Q: I filled a spherical parabolic dot with a central point charge, one electron at a time, in spin-polarised exchange-only LDA. The chemical potential $\mu(N)=E(N)-E(N-1)$ rises in every row, but the addition energy jumps about. There are three tall peaks, several small ones, and a stretch near $N=13$ to 15 where even the spin looks wrong. How should I read it?

Spherical dot with the well $\omega^2r^2/2$, $\omega=4.85$ hartree*, and a central point charge of 1 e, computed with radks and Libxc in non-relativistic, spin-polarised exchange-only LDA with m-averaged shells and greedy filling. Units are effective atomic units, and levels are named by radial order. With total energy E(N), the chemical potential is E(N)-E(N-1) and the addition energy E(N+1)+E(N-1)-2E(N).

```csv
electrons,chemical potential (hartree*),unpaired electrons,rms radius (bohr*),highest eigenvalue (hartree*),highest level,addition energy (hartree*)
1,4.762,1,0.5094,5.458,1s up,n/a
2,6.671,0,0.5272,7.324,1s up,6.558
3,13.23,1,0.6038,13.78,1p up,1.114
4,14.34,2,0.6435,14.91,1p up,1.144
5,15.49,3,0.6699,16.06,1p up,1.543
6,17.03,2,0.6911,17.54,1p down,1.047
7,18.08,1,0.7083,18.61,1p down,1.079
8,19.15,0,0.7231,19.70,1p up,4.926
9,24.08,1,0.7500,24.57,2s up,1.110
10,25.19,0,0.7725,25.67,2s up,1.154
11,26.34,1,0.7920,26.80,1d up,0.9193
12,27.26,2,0.8089,27.72,1d up,0.9194
13,28.18,3,0.8240,28.64,1d up,0.8932
14,29.08,6,0.8376,29.52,1d up,0.9619
15,30.04,5,0.8501,30.50,2s down,1.165
16,31.20,4,0.8620,31.64,1d down,0.8751
17,32.08,3,0.8730,32.52,1d down,0.8761
18,32.95,2,0.8833,33.39,1d down,0.8749
19,33.83,1,0.8931,34.27,1d down,0.8724
20,34.70,0,0.9024,35.14,1d up,4.511
21,39.21,1,0.9158,39.61,1f up,0.7900
22,40.00,2,0.9283,40.40,1f up,0.7889
23,40.79,3,0.9400,41.18,1f up,0.7871
24,41.58,4,0.9510,41.97,1f up,0.7848
25,42.36,5,0.9615,42.75,1f up,0.7823
26,43.15,6,0.9714,43.54,1f up,0.7796
27,43.92,7,0.9808,44.31,1f up,1.019
28,44.94,6,0.9900,45.32,1f down,0.7572
29,45.70,5,0.9987,46.08,1f down,0.7565
30,46.46,4,1.007,46.84,1f down,0.7552
31,47.21,3,1.015,47.59,1f down,0.7535
32,47.97,2,1.023,48.34,1f down,0.7515
33,48.72,1,1.031,49.09,1f down,0.7492
34,49.47,0,1.038,49.84,1f up,0.9610
35,50.43,1,1.045,50.81,2p up,0.7646
36,51.19,2,1.052,51.57,2p up,0.7636
37,51.96,3,1.059,52.34,2p up,0.8780
38,52.83,2,1.066,53.21,2p down,0.7522
39,53.59,1,1.072,53.96,2p down,n/a
```

A: Start with what the last column measures. The addition energy in row $N$ is $\mu(N+1)-\mu(N)$, the extra cost of the next electron over the last one. Energies are in hartree* and lengths in bohr*, the effective atomic units. The simplest system with this behaviour is a small metal sphere of radius $R$ that carries a fixed ladder of levels. Each electron raises the potential by $e^2/C$, and the capacitance $C$ equals $R$ in these units. The addition energy is then $1/R$ when two successive electrons enter the same level, and $1/R$ plus the gap when the second must climb a rung. Your dot differs in three ways: it has no edge and swells as it fills, its ladder changes with $N$, and exchange splits each rung by spin. The analogy gives the form, a background plus the gap crossed, and the three differences account for most of the detail.

Q: Does the background really go as one over the size?

A: Roughly. Take the 25 rows in which electrons $N$ and $N+1$ enter the same subshell with the same spin, leaving out $N=13$ and 14, where the configuration changes. From $N=4$ to $N=38$ the addition energy falls by 34% and the rms radius grows by 66%, while their product changes by only 9%. Over all 25 rows the product lies between 0.67 and 0.80. So most of the decline goes with the growth in size, though the rms radius of the whole cloud is an imperfect measure of $R$. What should matter is the extent of the orbital being filled. The 2p rows have the highest products, about 0.80, against 0.72 to 0.77 for 1f, and in the nine-electron run the mean radius of 2p is 0.92 against 0.99 for 1f. A more compact orbital repels itself more. That radius comparison comes from one run at much smaller $N$, so it supports the argument without proving it.

The smoothness of these ramps is partly built in. Each electron is spread evenly over the $m$ states of its subshell and the density is kept spherical, so multiplet structure and deformation, which would roughen an open shell, cannot appear.

Q: The tall peaks at 2, 8 and 20 are the closures of the oscillator, I take it?

A: Yes. In the bare well a level with $k$ radial nodes and angular momentum $l$ has energy $\omega(2k+l+3/2)$. With levels named by radial order the major shells are 1s, then 1p, then 2s with 1d, then 1f with 2p. They hold 2, 6, 12 and 20 electrons and close at 2, 8, 20 and 40. The "up" printed as highest level at $N=2$, 8, 10, 20 and 34 is only a label, since these rows have no unpaired electrons and both spins are degenerate.

For $N=8$ the split into charging and gap can be read directly. The 1p level lies at 19.70 with eight electrons. In the nine-electron run 1p down has moved to 20.79, which is a charging shift of 1.09, and the new electron sits in 2s at 24.57, a further 3.78 up. These add to 4.87, and the remaining 0.06 of the addition energy 4.93 comes from the offset between eigenvalue and $\mu$, which is 0.55 at $N=8$ and 0.49 at $N=9$.

Q: But the gap is then 3.78 and the well has $\omega=4.85$. Where did the rest go?

A: Mostly into the repulsion of the electrons already there. Define the excess of a peak as its height minus the mean of the nearest mid-subshell rows on either side. It is 3.93 at $N=8$ and 3.68 at $N=20$, or 0.81 and 0.76 of $\omega$. The reason is electrostatic. Inside a region of uniform density $n$ the Hartree potential falls as $-\tfrac{2\pi}{3}nr^2$, an inverted parabola, so the curvature left is $\omega^2-4\pi n/3$. The cloud flattens the bottom of the well and the levels close up. In the nine-electron run the steps 1s to 1p, 1p to 1d and 1d to 1f are 4.38, 4.16 and 4.25, all below $\omega$. At $N=8$ the central charge takes a share too. It pulls 2s below the rest of its shell, so the step from 1p to 2s is only 4.42 even in the one-electron run.

The peak at $N=2$ behaves differently. Its excess over the $N=3$ value is 5.44, above $\omega$, because the attractive charge deepens 1s more than 1p and two electrons flatten the well little. Treat that figure loosely, because the background is ill-defined there. The step $\mu(2)-\mu(1)$ is 1.909, and measured against that alone the excess would be $6.558-1.909=4.65$.

Q: In flat-bottomed wells high $l$ comes first. Here 2s fills before 1d, yet 1f fills before 2p. That looks inconsistent.

A: Two effects add, with opposite signs. The first can be estimated with no adjustable constant, as the first-order shift $-\langle 1/r\rangle$ of each oscillator level from a unit attractive charge. With $x=\sqrt{\omega}\,r$ the radial functions are $(3/2-x^2)e^{-x^2/2}$ for 2s and $x^2e^{-x^2/2}$ for 1d, so

$$\langle 1/r\rangle_{2s}=\sqrt{\omega}\,\frac{\int x\,(3/2-x^2)^2e^{-x^2}dx}{\int x^2(3/2-x^2)^2e^{-x^2}dx}=\sqrt{\omega}\,\frac{5/8}{3\sqrt{\pi}/8}=\frac{5}{3}\sqrt{\omega/\pi},$$

$$\langle 1/r\rangle_{1d}=\sqrt{\omega}\,\frac{\int x^5e^{-x^2}dx}{\int x^6e^{-x^2}dx}=\frac{16}{15}\sqrt{\omega/\pi}.$$

With $\sqrt{4.85/\pi}=1.2425$ these are 2.071 and 1.325, so 2s should drop about 0.75 below 1d. The one-electron run has it 0.757 below. Nothing was fitted, to this row or any other. The same estimate gives the gaps 1p to 2s and 1p to 1d within 0.02, and misses 1s to 1p by 0.076. That last miss is 8% of the amount, $5.754-4.85=0.904$, by which the computed gap exceeds $\omega$. The agreement is somewhat flattered, since the Kohn-Sham levels at $N=1$ also feel the Hartree and exchange potential of the one electron, and higher orders in the charge are dropped.

At $N=9$ the estimate fails, and the manner of the failure is the second effect. The lead of 2s over 1d has shrunk to 0.325, which is 0.42 less than the estimate. For the next shell the estimate puts 2p 0.355 below 1f, while the run has it 0.217 above, a shift of 0.57. Both shifts penalise the lower $l$. A purely parabolic hump would not do this: all levels of an oscillator shell have the same $\langle r^2\rangle$, so they would move together. But outside the cloud the repulsion falls off more slowly, as $1/r$. Low-$l$ states spread both further in and further out than high-$l$ ones. They meet the full repulsion at the centre and get less relief at the edge than a parabola would give. The outcome depends on the head start. An s state has density at the charge itself and starts 0.75 ahead, enough to survive the loss. A p state vanishes at the origin, starts with half of that, and is overtaken. The two gaps are results at $N=1$ and 9 only, and laying the shifts to the Hartree potential is an argument. The highest-level column agrees with it further on: 1d is still on top at $N=20$, so 2s has stayed below it, and 1f fills from 21 to 34.

Q: So the bumps at $N=10$ and 34 are those splittings?

A: They are subshell closures. At $N=34$ the excess is 0.20, the size of the 1f to 2p gap found at $N=9$, though a gap from so different a filling can agree in size only. At $N=10$ the excess is 0.155 against the mean of rows 7 and 11, and $1.154-0.919=0.235$ against row 11 alone. The background changes quickly there, so the 2s to 1d gap is read from it only as something like 0.2. The filling is a greedy search, and it is where subshells lie this close, near $N=10$ to 14 and 28 to 34, that a lower configuration could have been passed over. Whether 2p up should open before 1f down is complete is untested.

Q: And 5, 15, 27 and 37 are Hund's rule.

A: They are. The Pauli principle keeps electrons of like spin apart, which lowers their repulsion, so a degenerate subshell fills with one spin first. In the Kohn-Sham picture the up level sinks below the down level as the spin builds. At half filling the next electron must cross that spin gap. Counting up-first through 1s, 1p, 2s, 1d, 1f, 2p reproduces the unpaired electrons in every row but $N=14$. Row 9 is the same effect in a subshell of one orbital: in that run 2s down lies 0.147 above 2s up, and the excess of the addition energy is 0.11.

The excess per unpaired electron is 0.149 for 1p, 0.054 for 1d, 0.036 for 1f and 0.040 for 2p. Local exchange explains the fall. The potential for spin $\sigma$ goes as $-n_\sigma^{1/3}$, so a small spin density $s$ on a total density $n$ splits the levels in proportion to $s\,n^{-2/3}$. One unpaired electron in a larger orbital makes less spin density, and it sits among more paired electrons, which dilute the effect. The 2p value breaks the decline slightly, in line with its more compact orbital. These peaks are likely too tall compared with a correlated treatment. Correlation keeps electrons of opposite spin apart as well, and leaving it out generally overstates the gain from aligning spins.

Q: Then $N=14$. Six unpaired electrons cannot fit in a d shell.

A: They cannot, so 2s has opened. The spin counts and highest levels read as $2s^21d^3$ at $N=13$, $2s^11d^5$ at 14 and $2s^21d^5$ at 15, where the highest level is 2s down, because the spin splitting has lifted it above 1d up. Row 14 is in a different state from the ramp around it, much as chromium prefers $3d^54s^1$.

Count same-spin pairs to see why it happens there. The regular state $2s^21d^4$ has 9 up and 5 down electrons, which make $36+10=46$ pairs. Moving 2s down to 1d up gives 10 and 4, or $45+6=51$ pairs, a gain of five. The same move gains three pairs at $N=12$ and four at 13, and at 15 it is barred because 1d up is full. The exchange gain grows with each d electron, while the price, the 2s to 1d gap, was seen to shrink between $N=1$ and 9. LDA works with spin densities and not with pairs, and the pairs are not all worth the same, but the direction carries over. The gain overtakes the price at the last opportunity.

The margin can be read from the neighbours. If $E(14)$ alone is lowered by $d$, the second difference changes by $-d$ at 13, $+2d$ at 14 and $-d$ at 15. Against the $N=12$ value, row 13 is down by 0.026 and row 14 up by 0.0425, which gives $d=0.026$ and 0.021. The ratio is $-1.6$ and not $-2$, because it assumes a flat baseline. A downward drift $s$ per row gives $d+s=0.0262$ and $d-s=0.0213$, so $d\approx0.024$ and $s\approx0.002$, similar to the drift along the 1f up rows. The half-shell peak at 15 is lowered by the same $d$, so its excess of 0.27 understates the spin gap a little. A margin of 0.02 to 0.03 is small next to the spin gaps themselves. The two states are nearly degenerate, and adding correlation could restore $2s^21d^4$. So could deformation: the open $1d^4$ shell might lower its energy by giving up the spherical shape forced on it here, while $2s^11d^5$ is spherical anyway. I would report the switch as a result of this functional, the spherical averaging and this search.

Q: The highest eigenvalue lies above $\mu$ in every row, by 0.70 at $N=1$ and 0.37 at $N=39$. In exact Kohn-Sham theory they are equal.

A: That offset is self-interaction error, and its size follows from Janak's theorem, $\partial E/\partial f=\varepsilon$, where $f$ is the fraction of the last electron present. Then $\mu(N)=\int_0^1\varepsilon(f)\,df$. For the exact functional $E$ is linear in $f$ between integers and $\varepsilon$ is constant. In LDA the fractional electron repels itself, so $\varepsilon$ climbs with some slope $U$, and

$$\mu=\varepsilon(1)-U/2 .$$

Within a subshell that slope continues smoothly into the next electron, so $U$ is the background addition energy. The ratio of the offset to the addition energy lies between 0.49 and 0.51 in all 25 mid-subshell rows, a spread no larger than two-decimal rounding allows. This confirms how the functional behaves and says nothing on whether its energies are right.

At $N=1$ it is an identity. The Hartree energy $E_H$ is quadratic in the density and LDA exchange $E_x$ goes as the power $4/3$, so the eigenvalue contains $2E_H+\tfrac43E_x$ where the energy contains $E_H+E_x$. The difference is $E_H+E_x/3=0.972-0.276=0.696$, as found. The sum $E_H+E_x$ should vanish for one electron and is $+0.143$. That matters for a tempting comparison. The first-order energy $7.275-2.485=4.790$ lies close to the computed 4.762, but without the spurious 0.143 the computed energy is 4.619. First order therefore misses about 0.17, the gain as the orbital draws in towards the charge and changes shape. Its rms radius is 0.509 against 0.556 in the bare well. The close match is a cancellation of two errors.

Q: The radius looks featureless beside all this.

A: It carries the major shells. The step in rms radius is 0.0148 into $N=8$ and 0.0269 into $N=9$, then 0.0093 into 20 and 0.0134 into 21. In the oscillator $\langle r^2\rangle=(2k+l+3/2)/\omega$ depends on the major shell alone, so a new major shell brings a larger orbital and a new subshell does not. The steps into $N=34$ and 35 are both 0.007 to the printed digits. The overall growth has two limits. Without repulsion $N$ grows as the cube of the shell index and $r^2$ as its first power, so $r\propto N^{1/6}$. With repulsion alone, force balance at the edge, $\omega^2R=N/R^2$, gives $N^{1/3}$. The slope of $\ln r$ against $\ln N$, taken between end points, is 0.228 from 2 to 8, 0.242 from 8 to 20 and 0.258 from 20 to 39. It lies between the limits and moves toward the Coulomb value. That is the direction expected when the repulsion, which grows as the number of pairs, gains on the Pauli pressure. Part of the rise may come from the small number of shells, since even without repulsion the exponent between closures approaches 1/6 only from below.

Q: One thing still bothers me. Within 1p the addition energy rises, 1.114 to 1.144 and 1.047 to 1.079, while the dot grows.

A: Here I can only guess. Local exchange adds a negative curvature to $E$ that goes as $n_\sigma^{-2/3}$, strongest when the spin channel is nearly empty in the region of the orbital and weaker as it fills. In a dot of a few electrons that weakening might outweigh the growth in size, and in the 1f rows, which fall steadily within each spin, it would not. The table leans that way: when 1p down opens the addition energy drops back, then climbs by 0.032, almost the 0.030 seen in 1p up. No run isolates the exchange part, so this remains a likely cause and not a shown one. The differences of 0.001 among rows 16 to 18 I would leave without a cause.

Q: What should I expect if I go on filling, or change the well?

A: At $N=40$ a tall peak, made of a background near 0.75 and a gap below $\omega$. After it the Hartree hump favours the highest $l$, 1g, while 3s has an s state's head start from the central charge. This time the head start is not enough: among the empty levels of the 39-electron run 1g up lies below 3s up, so 1g should open before 3s. That is an order of empty levels, which can still shift when an electron enters one of them, and no run goes past $N=39$ to test it. Removing the central charge takes away the head start of 2s, so 1d should fill from $N=9$, with a half-shell peak at 13 and a subshell closure at 18 in place of 10. A stronger charge works the other way: it widens the 2s lead, which should suppress the switch at 14, and it favours 2p against 1f. For the well itself, level spacings scale as $\omega$ and Coulomb energies as $\sqrt{\omega}$, so a softer well raises the background and the spin gaps relative to the shell gaps. High-spin switches between major shells then become cheaper. Within one shell, as at $N=14$, the gain and the price are both Coulomb energies, so their balance should change less. The neglect of correlation and of deformation weighs more heavily in a softer well.
